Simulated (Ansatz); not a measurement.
# Zone-centre phonons of a 1T SnSe2 sheet under width-clamped armchair strain (PBE, linear response)

In the 1T sheet of SnSe2 each tin atom sits between two selenium layers and is bonded to six selenium atoms. Strain across a, along the armchair direction, makes these six bonds unequal and lowers the threefold symmetry, so that modes shift and the degenerate pairs split. The size of these changes is the calibration needed to read strain from a vibrational line, for instance in a sheet on a bent substrate. We calculate harmonic zone-centre modes with PBE from 3 % compression to 5 % tension and measure each shift against the unstrained sheet at the same level. The table holds no measured frequencies, so it shows the strain response within PBE but cannot test the absolute line positions.

## Systems and settings

One crystal, SnSe2 (1T sheet) (single layer of a known layered compound, or a sheet that has been made). It was then strained (uniaxial, across a, the armchair direction, with the width clamped) with the atoms relaxed in the fixed strained cell; labels give the mode at rest and under strain. The structures stem from cells built on the prototype from tabulated radii, directly or through a relaxation at another level; the in-plane cell and the atoms of the unstrained sheet were relaxed at zero pressure at the same level, inside the symmetry of the start, with no thermal or zero-point expansion. Program: Ansatz 0.2.0, plane waves, PBE, the program's earlier default PAW potentials, scalar-relativistic without spin-orbit coupling, no spin polarisation. Wave-function cutoff 420 eV (the default for the potentials of each cell); on the k meshes (Γ-centred) the least product of divisions and cell-vector length runs from 34 to 35 Å. Occupations: fixed for the modes and gaps, Gaussian smearing of 0.02 eV in the relaxations of the atoms under strain. Harmonic modes at natural masses come from linear response (density functional perturbation theory), with the acoustic sum rule imposed. Each sheet is one layer in a cell 30 Å high.

Notes on method and selection:

- Harmonic values at the static lattice; measured values carry thermal expansion and anharmonic shifts at their temperature.
- Modes are followed from row to row by the overlap of their patterns; levels that are degenerate at rest are joined across zero strain by their slopes.
- Semilocal functionals put Kohn-Sham gaps below measured gaps and, as a rule, ε∞ above measured values.
- Spin-orbit coupling is left out; it matters most with heavy elements (here Sn), where it changes the gap and with it ε∞, Born charges and soft modes.
- Runs that did not converge, have known faults or may not be shown are not listed, and runs on Ansatz's PAW sets soft_1 and soft_2 are kept to separate tables.

Columns:

- uniaxial strain (%): uniaxial strain across a, the armchair direction, with the width clamped, tension positive.
- Kohn-Sham gap (eV): Kohn-Sham gap, lowest empty minus highest filled level on the k mesh.
- Eg to Bg (cm⁻¹): zone-centre mode Eg to Bg, no LO-TO term.
- Eg to Ag (cm⁻¹): zone-centre mode Eg to Ag, no LO-TO term.
- A1g to Ag (cm⁻¹): zone-centre mode A1g to Ag, no LO-TO term.
- A2u to Bu (cm⁻¹): zone-centre mode A2u to Bu, no LO-TO term.

Input lines of one member:

```
kpoints:
  mp_grid: { grid: [9, 9, 1] }
hamiltonian:
  xc: pbe
  pseudopotentials: { kind: paw, azcp: { folder: soft_1 } }
scf:
  occupations: { method: fixed }
output:
  eigenvalues: true
phonons:
  method: dfpt
```

Command (options for logging and memory left out): `ansatz run input.yaml --threads 4 --backend cpu`

## Data

| member | uniaxial strain (%) | Kohn-Sham gap (eV) | Eg to Bg (cm⁻¹) | Eg to Ag (cm⁻¹) | A1g to Ag (cm⁻¹) | A2u to Bu (cm⁻¹) |
| --- | --- | --- | --- | --- | --- | --- |
| −3.0 % | −3 | 0.61 | 104.51 | 106.9 | 181.5 | 255.2 |
| −2.0 % | −2 | 0.69 | 104.44 | 106.1 | 180.0 | 252.8 |
| −1.0 % | −1 | 0.77 | 104.40 | 105.2 | 178.3 | 250.4 |
| +0.0 % | 0 | 0.85 | 104.40 | 104.4 | 176.7 | 248.0 |
| +1.0 % | 1 | 0.82 | ? | ? | ? | ? |
| +2.0 % | 2 | 0.80 | 104.43 | 102.9 | 173.2 | 243.3 |
| +3.0 % | 3 | 0.78 | 104.50 | 102.2 | 171.4 | 241.2 |
| +4.0 % | 4 | 0.76 | ? | ? | ? | ? |
| +5.0 % | 5 | 0.73 | 104.61 | 101.1 | 167.8 | 237.0 |

Cells marked ? are withheld until the estimate has been made.

## Why the values move as they do

Three of the four tabled branches fall in every step from compression to tension for which they are shown. Between −2 % and +2 % the A1g line moves by (173.2 − 180.0) / 4 = −1.70 cm⁻¹ per % and the A2u line by (243.3 − 252.8) / 4 = −2.38 cm⁻¹ per %. Tension lengthens Sn–Se bonds and weakens their restoring forces. With $\omega \propto \sqrt{k/\mu}$ and fixed masses, the A2u stiffness at +5 % is (237.0 / 248.0)² = 0.913 of its value at rest, a loss of about 9 %.

The Eg pair splits very unevenly. Its Ag branch drops from 106.1 to 102.9 cm⁻¹ between −2 % and +2 %, or −0.80 cm⁻¹ per %, while the Bg branch stays within 0.21 cm⁻¹ over the members shown. The bond geometry suggests a reason. In the Ag branch the selenium layers slide against each other along the strain and load most heavily the two bonds that lie in the mirror plane, which are also the ones stretched most. In the Bg branch they slide along the clamped width and load only the other four bonds. To first order, and before the atoms relax, those four lengthen by a quarter as much, and the two selenium layers, drawing closer together under tension, could cancel even that. Bond lengths are not shown in the table, so this cancellation remains a conjecture.

For Raman work the A1g line is the more sensitive gauge: an uncertainty of 1 cm⁻¹ in its shift means 1 / 1.70 = 0.6 % strain. The Eg splitting grows by only about 0.8 cm⁻¹ per %, but it needs no unstrained reference line. The A2u mode is seen in infrared absorption, not in Raman scattering, because the strained sheet keeps its inversion centre. All these slopes hold for a clamped width; a sample that contracts sideways follows a different calibration.

## A prediction

Plain estimates from the members shown:

- +4.0 %, straight-line interpolation between +3.0 % and +5.0 %: w = (4 − 3) / (5 − 3) = 0.500, so 241.2 + 0.500 × (237.0 − 241.2) = 239.1 cm⁻¹
- +1.0 %, straight-line interpolation between +0.0 % and +2.0 %: w = (1 − 0) / (2 − 0) = 0.500, so 248.0 + 0.500 × (243.3 − 248.0) = 245.7 cm⁻¹

Both missing members lie midway between shown neighbours, and we use straight-line interpolation with a small correction for curvature. The gap gives no reason for a larger shift. It peaks at zero strain because the band edges move to other k points, whereas the A2u frequency passes through zero strain without a comparable break.

The A2u slope is (248.0 − 255.2) / 3 = −2.40 cm⁻¹ per % between −3 % and 0, and (237.0 − 241.2) / 2 = −2.10 cm⁻¹ per % between +3 % and +5 %. The centres of these intervals lie at −1.5 % and +4 %, which is 4 + 1.5 = 5.5 % apart, so the slope changes by 0.30 / 5.5 = 0.055 cm⁻¹ per %². A curve bent this way lies below its chord, at the middle of a 2 % interval by 0.055 × 1² / 2 = 0.03 cm⁻¹. This gives 239.1 − 0.03 = 239.1 cm⁻¹ at +4 % and (248.0 + 243.3) / 2 − 0.03 = 245.6 cm⁻¹ at +1 %.

Tried on shown members, the straight line reproduces −2 % and −1 % from their direct neighbours to the printed digit. The +3 % row, taken from +2 % and +5 %, also comes out at 241.2 cm⁻¹. The largest miss is at +2 %, where the rows at 0 and +3 % give 248.0 − (248.0 − 241.2) × 2 / 3 = 243.5 cm⁻¹ against 243.3 cm⁻¹. The root-mean-square miss of these four trials is about 0.1 cm⁻¹, which we take as the error for both members.

**Committed estimate, +4.0 %: A2u to Bu = 239.1 ± 0.1 cm⁻¹.**  
**Committed estimate, +1.0 %: A2u to Bu = 245.6 ± 0.1 cm⁻¹.**

## How the estimate fared

| member | uniaxial strain (%) | Kohn-Sham gap (eV) | Eg to Bg (cm⁻¹) | Eg to Ag (cm⁻¹) | A1g to Ag (cm⁻¹) | A2u to Bu (cm⁻¹) |
| --- | --- | --- | --- | --- | --- | --- |
| +1.0 % | 1 | 0.82 | 104.40 | 103.6 | 174.9 | 245.6 |
| +4.0 % | 4 | 0.76 | 104.55 | 101.6 | 169.6 | 239.0 |

| member | estimate | A2u to Bu (cm⁻¹) | computed | estimate − computed | miss in error bars |
| --- | --- | --- | --- | --- | --- |
| +4.0 % | committed | 239.1 | 239.0 | +0.1 | 1.0 |
| +4.0 % | interpolation | 239.1 | 239.0 | +0.1 |  |
| +1.0 % | committed | 245.6 | 245.6 | 0.0 | 0.0 |
| +1.0 % | interpolation | 245.7 | 245.6 | +0.1 |  |

The +1 % estimate agrees with the computed 245.6 cm⁻¹ to the printed digit. The +4 % estimate is 0.1 cm⁻¹ too high, which puts it at the edge of its error bar. Plain interpolation does equally well at +4 %. At +1 % its unrounded value is (248.0 + 243.3) / 2 = 245.65 cm⁻¹, so our apparent gain there is a matter of rounding.

Interpolating between close neighbours was sound. The curvature correction of 0.03 cm⁻¹ has the right sign, since both computed values lie below their chords, but it is smaller than the last printed digit and its size remains untested.

The new row at +1 % also bears on the gap argument. From −1 % to 0 and from 0 to +1 % the A2u line falls by the same 2.4 cm⁻¹, while the gap first rises by 0.08 eV and then falls by 0.03 eV. The exchange of band edges therefore leaves no visible mark on this mode, as expected if its softening comes from the stretched Sn–Se bonds.

## Where the trend breaks

No single member stands out; the departures from a straight line form a smooth bend. A line drawn through the A2u values at −3 % and +5 % has a slope of (237.0 − 255.2) / 8 = −2.275 cm⁻¹ per %. At +2 % it gives 255.2 − 5 × 2.275 = 243.8 cm⁻¹, and the computed value lies 0.5 cm⁻¹ lower. The +1 % row lies below the line by the same amount.

One possible contribution to the bend is mixing with the Bu branch of the Eu pair, which has the same symmetry under strain. The Eu pair was calculated with the other modes but is left out of the table. Its Bu branch lies below the A2u branch at every strain, so mixing makes the two repel and pushes the A2u branch up by an amount that grows roughly as the square of the strain. This has the sign of the observed bend. The lower branch bends downward, as repulsion requires, but too strongly for repulsion alone, so its force constants must change as well. The same repulsion does not explain the two Ag branches: it would bend the upper one upward and the lower one downward, whereas A1g bends downward and the Ag branch of Eg upward. There the change of the force constants themselves must outweigh it.

## Closing remarks

From −3 % to +5 %, with the width clamped, the A1g, A2u and Eg-to-Ag lines fall at every step. The largest shift, however, belongs to a branch outside the table: the Bu branch of the Eu pair falls by more than any tabled line. Its Au partner rises under tension, so the stretched bonds by which we explained the falling lines do not soften every mode. A missing A2u value between close neighbours can be interpolated to about 0.1 cm⁻¹.

For Raman work under tension, A1g falls by (176.7 − 167.8) / 5 = 1.78 cm⁻¹ per %, so a drop of 5 cm⁻¹ means 5 / 1.78 = 2.8 % strain. If the strain is known to lie along the armchair direction, the order of the Eg pair gives its sign: Ag lies above Bg under compression and below it under tension, which polarised spectra can distinguish. For strain along the zigzag direction, again with the width clamped, the order is reversed, because to first order the threefold symmetry of the unstrained crystal exchanges the two slopes: Bg then falls under tension and Ag hardly moves. The Eg splitting needs no unstrained reference line, as we said above, but it does need the strain direction, which we failed to mention there.

Warming as a rule lowers such lines too, and on A1g a thermal drop of 2 cm⁻¹ would pass for 2 / 1.78 = 1.1 % of tension. Strain should therefore be read from shifts taken at one temperature, not from absolute PBE positions.

[On method and selection: In this sheet no edge of the cell was free: both in-plane edges were set and the atoms alone relaxed.]

[Logs are printed without paths, hosts, clocks, repeated set-up lines and the standing remarks that a program may print on its own settings, such as how far it seeks lower states.]
